# TiAl stretched to 17.32 Å³ per atom

Six energies of crystalline TiAl, computed with density-functional theory, trace a well as the cell is squeezed and stretched. The seventh volume, 17.32, is still open. How much energy does it take to stretch the crystal that far, and how well would an ordinary parabola through the six known points answer? In the table, volume is in Å³ per atom, and energy is in meV per atom, counted from the minimum of a fitted curve.

FLEUR MaX-R8.1 (later development tree), all-electron FLAPW DFT with the PBE functional for TiAl (P4/mmm, 2 atoms per cell), without spin polarisation or spin-orbit coupling. The runs use a 9×9×7 k mesh, kmax 3.8 bohr⁻¹ and Fermi-Dirac smearing of 0.05 eV. The cell is scaled at fixed shape, and energies are counted from the minimum of the equation-of-state fit.

| volume (Å³/atom) | energy (meV/atom) |
| --- | --- |
| 15.36 | 18.630 |
| 15.68 | 7.170 |
| 16.01 | 1.180 |
| 16.34 | 0.200 |
| 16.67 | 3.740 |
| 16.99 | 11.450 |
| 17.32 | ? |

## What the shape of the well says

The slope of the energy with volume is minus the pressure, so the curvature measures how fast the pressure changes as the volume changes. Multiplied by the volume, it gives the bulk modulus, the resistance to a uniform change of size:

$$P=-\frac{dE}{dV},\qquad B=-V\frac{dP}{dV}=V\frac{d^2E}{dV^2}.$$

Here $E$ is the energy, $V$ the volume, $P$ the pressure and $B$ the modulus. A well with the same curvature everywhere would be a parabola.

The volumes are equally spaced apart from rounding, so the curvature can be compared by hand. Take the two outer energies of three neighbouring rows and subtract twice the middle one. The three most compressed rows give $18.63-2\times7.17+1.18=5.47$ meV, and the three most stretched known rows give $0.20-2\times3.74+11.45=4.17$ meV.

The curvature therefore falls as the crystal expands. Multiplying by the larger volume does not make up for the loss: the local modulus drops from about 129 GPa around 15.68 to about 104 GPa around 16.67. It also falls at each step between these two rows. Stretched TiAl is softer than squeezed TiAl, and this much comes straight from the known energies.

## Why stretching softens the crystal

The cause has to be argued, because the results used here are total energies, not split into kinetic and electrostatic parts. Squeezing confines the outer electrons, which raises their kinetic energy, and it crowds them against the filled inner shells, from which the Pauli principle keeps them out. Both effects grow steeply at short distance. The attraction that holds the crystal together varies more gently, so stretching removes the stiff repulsion faster than it removes the binding.

The roughest picture of sodium, an electron gas held together by point-like ions, shows the same lopsidedness. With $r$ the distance between atoms, its kinetic energy varies as $1/r^2$ and its electrostatic attraction as $1/r$. For any such pair of powers, repulsion $1/r^n$ against attraction $1/r^m$ with $n>m$, the modulus rises with pressure at a rate

$$B'=\frac{dB}{dP}=2+\frac{n+m}{3}$$

at the minimum, which is 3 for the electron gas. Steeper forces make the well more lopsided. Only this direction carries over to TiAl, where titanium's d electrons also bind and no single pair of powers describes the forces.

A parabola in volume gets this direction wrong. Its curvature is constant, so $B=V\,d^2E/dV^2$ grows as the crystal expands, which amounts to $B'=-1$. It makes the stretched crystal stiffer, whereas the known rows show it becoming softer.

## A curve that can soften

The Birch-Murnaghan equation avoids the fault by using $V^{-2/3}$, the inverse square of a length, in place of the volume. Equal steps in this variable become ever larger steps in volume as the crystal expands. A symmetric bowl drawn in it is therefore already steep on the squeezed side and shallow on the stretched side, with $B'=4$ at its minimum. A cubic term lets the data adjust that value.

I fitted this cubic, with its four constants, to the six known rows. With $y=(V_g/V)^{2/3}-1$, where $V_g$ is the volume of the given cell (16.34), the curve is

$$E=0.19-101.3\,y+12910\,y^2-2558\,y^3 .$$

The term in $y$ is there because the given cell does not sit exactly at the minimum. The open row has 1.06 times the volume of the given cell, so $y=1.06^{-2/3}-1=-0.0381$. Term by term, in meV per atom,

$$E=0.19+3.86+18.74+0.14=22.93 .$$

This row was not part of the fit, so the result is a true extrapolation by one step. The same six rows can also be fitted with a plain parabola in $V^{-2/3}$, which gives 22.79. A parabola in volume gives 24.67.

## The forecast

- The energy at 17.32 is 22.93 meV per atom, within ±0.2. This range is a judgement that allows for the choice of curve and for rounding magnified by the extrapolation. It is not a statistical confidence limit.
- It lies above the 18.63 of the most compressed row, because 17.32 is farther from the minimum.
- It lies more than 1 meV per atom below the value from the parabola in volume.

The second forecast may look odd for a crystal that softens when stretched. The fitted minimum is at 16.24, so the open row is 1.08 Å³ away from it and the most compressed row only 0.88 Å³. The extra distance should outweigh the softening.

The withheld rows as computed:

| volume (Å³/atom) | energy (meV/atom) |
| --- | --- |
| 17.32 | 22.830 |

## What the new row teaches

The computed energy is 22.83 meV per atom. The forecast was 0.10 too high, an error of about 0.5 % of the computed energy and inside the stated range. The other two forecasts hold as well. The parabola in volume overshoots by 1.84 meV, or 8 %, in the direction expected of a curve that makes the stretched crystal too stiff.

The small miss also has a readable sign. The last step costs $22.83-11.45=11.38$ meV, while the forecast implied $22.93-11.45=11.48$. Taken at face value, the crystal softened slightly more on this step than the six known rows had suggested, though a miss this small can also come from numerical unevenness in the energies.

The constants of the curve express the same miss in another way. The six known rows give $B'=3.6$, while the equilibrium results reported for this calculation give 3.79. A larger $B'$ means faster softening under tension and hence a lower energy at 17.32. The reported value comes from a fit to all seven rows, the new one included, so it describes the miss without being independent evidence for its cause.

The simpler parabola in $V^{-2/3}$ misses by only 0.04 meV, on the low side. Its built-in value of 4 lies above 3.79, so it softens a little too much, just as the cubic softens too little. It came closer here although it follows the six known rows less well, and one new row cannot decide which of the two is the better tool. What separates both from the parabola in volume is that they let the crystal soften.

For practical use, the modulus and its slope deserve different degrees of trust. The modulus at the minimum is 113.8 GPa from the six rows and 113.6 GPa in the reported results, a change of 0.2 %. The slope $B'$ changes by about 5 %. The modulus depends on the curvature at the bottom of the well, which has known rows on both sides. The slope depends on how that curvature changes, so small irregularities in the energies disturb it more.

One possible source of such irregularities is the basis set. At a fixed cutoff the number of basis functions changes in whole steps as the cell grows, which can leave slight unevenness in the energies. Runs with a higher cutoff would test this; until then it remains a guess.

Besides the approximate functional, two simplifications matter when this modulus is compared with a measured one. The ratio of the cell's edges was held fixed, whereas a real crystal under pressure can adjust it and so lower its energy at a given volume. The atoms were also at rest, without the thermal motion that normally softens a metal on heating. The agreement at 17.32 shows that the computed well continues smoothly, and a comparison with measured stiffness would be a separate test.

The output printed below lists the three fits, their misses and the local moduli.

Output of the analysis:

```
fit of energy on 6 rows: constant 0.1914 +/- 0.0058, coefficient of y -101.3 +/- 0.36, coefficient of y2 12910 +/- 13, coefficient of y3 -2558 +/- 418; rms 0.00486, worst 16.34 -0.00858, leave-one-out rms 0.0169
  rows outside the fit (model, value, miss): 17.32 22.93, 22.83, 0.103
fit of energy on 6 rows: constant 0.2088 +/- 0.018, coefficient of y -103.2 +/- 0.69, coefficient of y2 12847 +/- 27; rms 0.0216, worst 16.67 0.0316, leave-one-out rms 0.0699
  rows outside the fit (model, value, miss): 17.32 22.79, 22.83, -0.0402
fit of energy on 6 rows: constant 0.008286 +/- 0.21, coefficient of w 52.23 +/- 5, coefficient of w2 5981 +/- 140; rms 0.243, worst 15.68 0.318, leave-one-out rms 0.777
  rows outside the fit (model, value, miss): 17.32 24.67, 22.83, 1.84
Forecast for the withheld row, Birch-Murnaghan, meV/atom: 22.93
Lower end of the forecast range, meV/atom: 22.73
Upper end of the forecast range, meV/atom: 23.13
Volume parabola less Birch-Murnaghan at the withheld row, meV/atom: 1.74
Strain parabola less Birch-Murnaghan at the withheld row, meV/atom: -0.1435
Equilibrium volume from the known rows, cubic angstrom/atom: 16.24
Bulk modulus from the known rows, GPa: 113.8
Modulus slope from the known rows, no unit: 3.601
Local modulus at the second row, GPa: 128.7
Local modulus at the third row, GPa: 120.4
Local modulus at the fourth row, GPa: 110.8
Local modulus at the fifth row, GPa: 104.3
```
